## Bound-electron g factor to order $1/c^2$, and its inversion for the lithium 2s electron

### Conventions

The electron has charge $q=-e$, mass $m$ and potential energy $V(r)$, a local central electrostatic potential. The field $\mathbf B$ is uniform and static, $\mathbf A=\tfrac12\mathbf B\times\mathbf r$ and $\boldsymbol\pi=\mathbf p-q\mathbf A$. The g factor of an $s_{1/2}$ level is defined by writing the energy linear in $B$ as $-g\,(q\hbar/4m)\langle\boldsymbol\sigma\cdot\mathbf B\rangle$, so that a free Dirac electron has $g=2$. $T=p^2/2m$, and averages are taken in the Schrödinger state. Constants: $mc^2=510999$ eV, $\mathrm{Ry}=\hbar^2/2ma_0^2=13.6057$ eV, $a_0=0.529177$ Å, $e^2/4\pi\epsilon_0=14.3996$ eV Å. Intermediate values are carried unrounded.

### Statement

**S1.** For an s state, to order $1/c^2$,
$$\Delta g\equiv g-2=-\frac{2\langle T\rangle}{mc^2}+\frac{\langle r\,dV/dr\rangle}{3mc^2}=-\frac43\frac{\langle T\rangle}{mc^2}.$$
For Coulomb binding this is $g=2[1-(Z\alpha)^2/3n^2]$.

**S2.** The valence electron is modelled by the Hulthén potential, with an effective charge $Z$ and an inverse screening length $\eta$:
$$V(r)=-\frac{e^2}{4\pi\epsilon_0}\,\frac{Z\eta}{e^{\eta r}-1}.$$
Its $ns$ level, with $n-1$ radial nodes, has binding energy $I_n$ and kinetic energy $T_n=\langle T\rangle$ given exactly by
$$I_n=\mathrm{Ry}\,k_n^2,\qquad k_n=\frac Zn-\frac{n\eta a_0}{2}>0,\qquad T_n=\mathrm{Ry}\left[\frac{Z^2}{n^2}-\frac{n^2\eta^2a_0^2}{4}\right].$$

**S3.** One binding energy and one g shift of the same level fix both parameters. With $T_n=\tfrac34mc^2|\Delta g|$,
$$Z=\frac{n\,(T_n+I_n)}{2\sqrt{I_n\,\mathrm{Ry}}},\qquad \eta a_0=\frac{T_n-I_n}{n\sqrt{I_n\,\mathrm{Ry}}}.$$

### Data

The values below were made for the exercise from the model of S2 and the formula of S1, then rounded and given standard errors as data would have. They are not measurements. $\Delta g$ plays the part of the shift from the free-electron value.

| quantity | value | error |
|---|---|---|
| $I_2$, binding energy of 2s | 5.392 eV | 0.001 eV |
| $\Delta g$ of 2s | $-1.59\times10^{-5}$ | $0.01\times10^{-5}$ |
| $I_3$, binding energy of 3s | 2.018 eV | 0.001 eV |

Sought are $Z$ and $\eta$ from the first two rows. The third row is held back as a test.

### Inversion

The g shift gives $T_2=\tfrac34\,mc^2\times1.59\times10^{-5}=6.094\pm0.038$ eV. Of the total shift, the kinetic term supplies $-2.385\times10^{-5}$ and the spin-orbit term $+0.795\times10^{-5}$. Further, $\sqrt{I_2\mathrm{Ry}}=8.565$ eV, $T_2+I_2=11.486$ eV and $T_2-I_2=0.702$ eV. S3 with $n=2$ yields
$$Z=1.341\pm0.004,\qquad \eta a_0=0.0410\pm0.0022,\qquad \eta=0.077\pm0.004\ \text{Å}^{-1},$$
a screening length $1/\eta$ of about 13 Å. These parameters predict $k_3=0.386$ and $I_3=2.02\pm0.02$ eV, an interval that contains the third row.

### Proof of S1

The Foldy-Wouthuysen reduction of $H=\beta mc^2+O+V$, with $O=c\,\boldsymbol\alpha\cdot\boldsymbol\pi$, gives for the upper components and static fields
$$H'=V+\frac{O^2}{2mc^2}-\frac{O^4}{8m^3c^6}-\frac{[O,[O,V]]}{8m^2c^4}.$$
Every term is even in $O$, so $\boldsymbol\alpha$ may be replaced by $\boldsymbol\sigma$. From $[\pi_x,\pi_y]=iq\hbar B_z$ and its cyclic partners, $(\boldsymbol\sigma\cdot\boldsymbol\pi)^2=\pi^2-q\hbar\,\boldsymbol\sigma\cdot\mathbf B$. The $O^2$ term therefore contains $-(q\hbar/2m)\boldsymbol\sigma\cdot\mathbf B$, which is $g=2$.

*Kinetic term.* Squaring once more, the part of $-(\boldsymbol\sigma\cdot\boldsymbol\pi)^4/8m^3c^2$ linear in $B$ and in the spin is
$$+\frac{q\hbar}{8m^3c^2}\{p^2,\boldsymbol\sigma\cdot\mathbf B\}=\frac{q\hbar}{2m}\,\boldsymbol\sigma\cdot\mathbf B\;\frac{T}{mc^2},$$
because a uniform $\mathbf B$ commutes with $p^2$. It multiplies the Zeeman term by $1-T/mc^2$ and gives $\delta g=-2\langle T\rangle/mc^2$. The orbital part follows from $\pi^2=p^2-q\,\mathbf B\cdot\mathbf L+O(B^2)$; it is proportional to $\mathbf L$ and vanishes on an s state.

*Spin-orbit term.* Since $[\boldsymbol\sigma\cdot\boldsymbol\pi,V]=-i\hbar\,\boldsymbol\sigma\cdot\nabla V$, the rule $\sigma_i\sigma_j=\delta_{ij}+i\epsilon_{ijk}\sigma_k$ and $\nabla\times\nabla V=0$ give
$$[O,[O,V]]=-\hbar^2c^2\nabla^2V-2\hbar c^2\,\boldsymbol\sigma\cdot(\nabla V\times\boldsymbol\pi).$$
The first piece is the Darwin term, which does not contain $B$. The second is $(\hbar/4m^2c^2)\,\boldsymbol\sigma\cdot(\nabla V\times\boldsymbol\pi)$. Its part in $\mathbf A$, with $\nabla V=V'\,\mathbf r/r$, is
$$-\frac{q\hbar}{8m^2c^2}\frac{V'}{r}\,\boldsymbol\sigma\cdot[\mathbf r\times(\mathbf B\times\mathbf r)]=-\frac{q\hbar}{8m^2c^2}\frac{V'}{r}\left[r^2\,\boldsymbol\sigma\cdot\mathbf B-(\boldsymbol\sigma\cdot\mathbf r)(\mathbf r\cdot\mathbf B)\right].$$
Over a spherical density $x_ix_j\to r^2\delta_{ij}/3$, so the bracket becomes $\tfrac23r^2\,\boldsymbol\sigma\cdot\mathbf B$ and the term equals $-(q\hbar/2m)\,\boldsymbol\sigma\cdot\mathbf B\;rV'/6mc^2$. Hence $\delta g=+\langle rV'\rangle/3mc^2$.

*No cross terms.* The leading Zeeman operator $-(q/2m)(\mathbf L+\hbar\boldsymbol\sigma)\cdot\mathbf B$ leaves the spatial function of an s state unchanged and so connects it to no other level. Second-order terms that pair it with the field-free $1/c^2$ operators vanish.

*Virial theorem.* In a bound eigenstate of $H_0=T+V$, $\langle[H_0,\mathbf r\cdot\mathbf p]\rangle=0$ gives $\langle rV'\rangle=2\langle T\rangle$. The sum is $(-2+\tfrac23)\langle T\rangle/mc^2$. For $V\propto-Z/r$, $\langle T\rangle=(Z\alpha)^2mc^2/2n^2$. For $n=1$ the result is the leading term of Breit's exact Dirac value $g=\tfrac23[1+2\sqrt{1-(Z\alpha)^2}]$.

### Proof of S2

For $u=rR(r)$ and energy $-\mathrm{Ry}\,k^2$, the radial equation is $u''+[2Z\eta/a_0(e^{\eta r}-1)-k^2/a_0^2]\,u=0$. Put $x=e^{-\eta r}$, $s=k/\eta a_0$ and $b=2Z/\eta a_0$:
$$x^2u_{xx}+xu_x-s^2u+\frac{b\,x}{1-x}\,u=0.$$
The solution that decays as $r\to\infty$ is $u=x^s(1-x)\,{}_2F_1(a_-,a_+;2s+1;x)$ with $a_\pm=s+1\pm\sqrt{s^2+b}$. Because $2s+1-a_+-a_-=-1$, the series grows as $1/(1-x)$ at $x=1$ and leaves $u(r=0)\neq0$ unless it terminates. Termination requires $a_-=-(n-1)$, that is $(s+n)^2=s^2+b$, or $s=(b-n^2)/2n$. Multiplying by $\eta a_0$ gives $k_n$. For $n=2$,
$$u_2=x^s(1-x)\left(1-\frac{2s+3}{2s+1}\,x\right),\qquad b=4s+4,$$
which direct substitution confirms.

At fixed $\eta$ the potential is linear in $Z$, so the Hellmann-Feynman theorem gives $\langle V\rangle=Z\,\partial E_n/\partial Z=-2\,\mathrm{Ry}\,k_nZ/n$, where $E_n=-I_n$. Then $T_n=E_n-\langle V\rangle=\mathrm{Ry}\,k_n(2Z/n-k_n)$, which is the product $\mathrm{Ry}\,(Z/n-n\eta a_0/2)(Z/n+n\eta a_0/2)$ stated in S2.

### Proof of S3 and uniqueness

Let $P=Z/n$ and $Q=n\eta a_0/2$. A bound state needs $P-Q>0$, which selects the root $P-Q=\sqrt{I_n/\mathrm{Ry}}$. Dividing $T_n=\mathrm{Ry}(P-Q)(P+Q)$ by it gives $P+Q=T_n/\sqrt{I_n\mathrm{Ry}}$. Two independent linear equations have one solution, and it is S3. Three qualifications apply.

1. *Existence.* $\eta>0$ requires $T_n>I_n$, here $|\Delta g|>\tfrac43I_2/mc^2=1.407\times10^{-5}$. Equality is the pure Coulomb case. Had the spin-orbit term been left out of S1, the data would give $T_2=\tfrac12mc^2|\Delta g|=4.06$ eV, below $I_2$, and no solution with $\eta>0$.
2. *Node count.* The two data fix $P$ and $Q$, and $n$ must be supplied. Reading the level as nodeless, $n=1$, gives $Z=0.670$ and $\eta a_0=0.082$, which reproduce the first two rows equally well. The next s level would then be bound by 0.87 eV instead of 2.018 eV, so the third row excludes this reading.
3. *Model class.* Independently of the model, the two data give only $\langle T\rangle$ and $\langle V\rangle=-I_2-T_2$. Many potentials share these two averages, and uniqueness holds within the Hulthén family alone.

### Propagation of errors

Logarithmic differentiation of S3 gives the sensitivities, with $T\propto|\Delta g|$.

| derivative | formula | value | input error | error carried |
|---|---|---|---|---|
| $\partial\ln Z/\partial\ln T$ | $T/(T+I)$ | 0.53 | 0.63 % | 0.33 % |
| $\partial\ln\eta/\partial\ln T$ | $T/(T-I)$ | 8.7 | 0.63 % | 5.5 % |
| $\partial\ln Z/\partial\ln I$ | $I/(T+I)-\tfrac12$ | $-0.031$ | 0.019 % | 0.0006 % |
| $\partial\ln\eta/\partial\ln I$ | $-I/(T-I)-\tfrac12$ | $-8.2$ | 0.019 % | 0.15 % |

The charge is well conditioned. The screening constant is the small difference $T-I$ and magnifies relative errors. The g shift dominates both, so the errors of $Z$ and $\eta$ are almost fully correlated: they move along the line $Z-2\eta a_0=2k_2=1.2591\pm0.0001$, which $I_2$ alone fixes. Along that line $\partial I_3/\partial T_2=-0.51$, the origin of the 0.02 eV quoted for the predicted $I_3$.

The two energies offer a second route. They give $k_2=0.62953\pm0.00006$ and $k_3=0.38512\pm0.00010$. Solving $k_2=Z/2-\eta a_0$ and $k_3=Z/3-\tfrac32\eta a_0$,
$$Z=\frac{18k_2-12k_3}{5}=1.3420\pm0.0003,\qquad \eta a_0=\frac{4k_2-6k_3}{5}=0.0415\pm0.0001,$$
or $\eta=0.0784\pm0.0002$ Å$^{-1}$, with the two errors added in quadrature. S2 then gives $T_2=6.102\pm0.003$ eV and S1 gives $\Delta g=-1.592\times10^{-5}$, with a carried error of $7\times10^{-9}$. With the errors assigned here the energies determine the parameters more than ten times more tightly, and the g shift serves best as a test of the kinetic energy that the model implies.

The data were generated from $Z=1.342$ and $\eta=0.0784$ Å$^{-1}$, which give 5.3917 eV, $-1.5923\times10^{-5}$ and 2.0178 eV before rounding. Both routes recover these parameters within their errors. This tests the inversion and says nothing on how well the model describes the atom.

### Neglected terms and limits of the model

*Small one-electron terms.* The anomalous moment $a=\alpha/2\pi$ mostly cancels in the difference from the free electron. It multiplies the spin-orbit term by $1+2a$ and adds $a(q\hbar/4m^3c^2)(\boldsymbol\sigma\cdot\mathbf p)(\mathbf p\cdot\mathbf B)$. Averaged as above, these give $(\tfrac43-\tfrac23)\,a\langle T\rangle/mc^2=(\alpha/\pi)\langle T\rangle/3mc^2=9\times10^{-9}$, a fraction $\alpha/4\pi=6\times10^{-4}$ of the effect. Terms of order $1/c^4$ are of relative order $(3\alpha)^2=5\times10^{-4}$ for the lithium nucleus, and recoil is of relative order $m/M=8\times10^{-5}$ for $M\approx7$ u. All lie below the 0.63 % error of the g datum.

*Core shielding.* This term is not small. The field drives a Larmor current $\mathbf j=-(e^2/2m)\rho\,\mathbf B\times\mathbf r$ in a spherical core of number density $\rho$. It equals $\nabla\times\mathbf M$ with $\mathbf M=f(r)\mathbf B$ and $f(r)=-(e^2/2m)\int_r^\infty\rho\,r'dr'$. The induced field is $\mu_0(\mathbf M+\mathbf H)$ with $\nabla\cdot\mathbf H=-\nabla\cdot\mathbf M$ and $\nabla\times\mathbf H=0$, so $\mathbf H=-(\mathbf B\cdot\nabla)\nabla w$ with $\nabla^2w=f$. The angular average of $\partial_i\partial_jw$ is $\delta_{ij}f/3$, which leaves $\tfrac23\mu_0\mathbf M$. With $\mu_0e^2/4\pi m=\alpha^2a_0$, the valence spin sees the field reduced by the fraction
$$\sigma_c(r)=\frac{\alpha^2a_0}{3}\int_{r'>r}\frac{\rho}{r'}\,d^3r',$$
and $\delta g=-2\langle\sigma_c\rangle$. For two 1s electrons with the variational exponent $\zeta=(3-\tfrac5{16})/a_0$ the integral is $2\zeta(1+2\zeta r)e^{-2\zeta r}$. Its average over a hydrogenic 2s function of charge 1.342 is about $0.06/a_0$, which gives $\delta g\approx-2\times10^{-6}$. The orbital is crude inside the core, so this is an order of magnitude. Exchange parts of the two-electron spin-orbit operators depend on the same core-valence overlap and are not estimated here. Read through S1 as kinetic energy, the shielding term amounts to about 1 eV, comparable with $T_2-I_2=0.702$ eV. A g shift of real lithium must therefore be corrected for the two-electron terms before S3 is applied, or $\eta$ carries no meaning.

*The potential.* $Z$ is an effective charge for the valence region: near the nucleus the true charge is 3, and far out the true potential falls as $-1/r$, whereas the Hulthén form binds only the s levels with $n^2<2Z/\eta a_0\approx65$. S1 also presumes a local electrostatic $V$ and the full orbital with its node. A pseudopotential is built to remove the core oscillation of the orbital, and with it part of $\langle T\rangle$, so its kinetic energy may not be inserted in S1.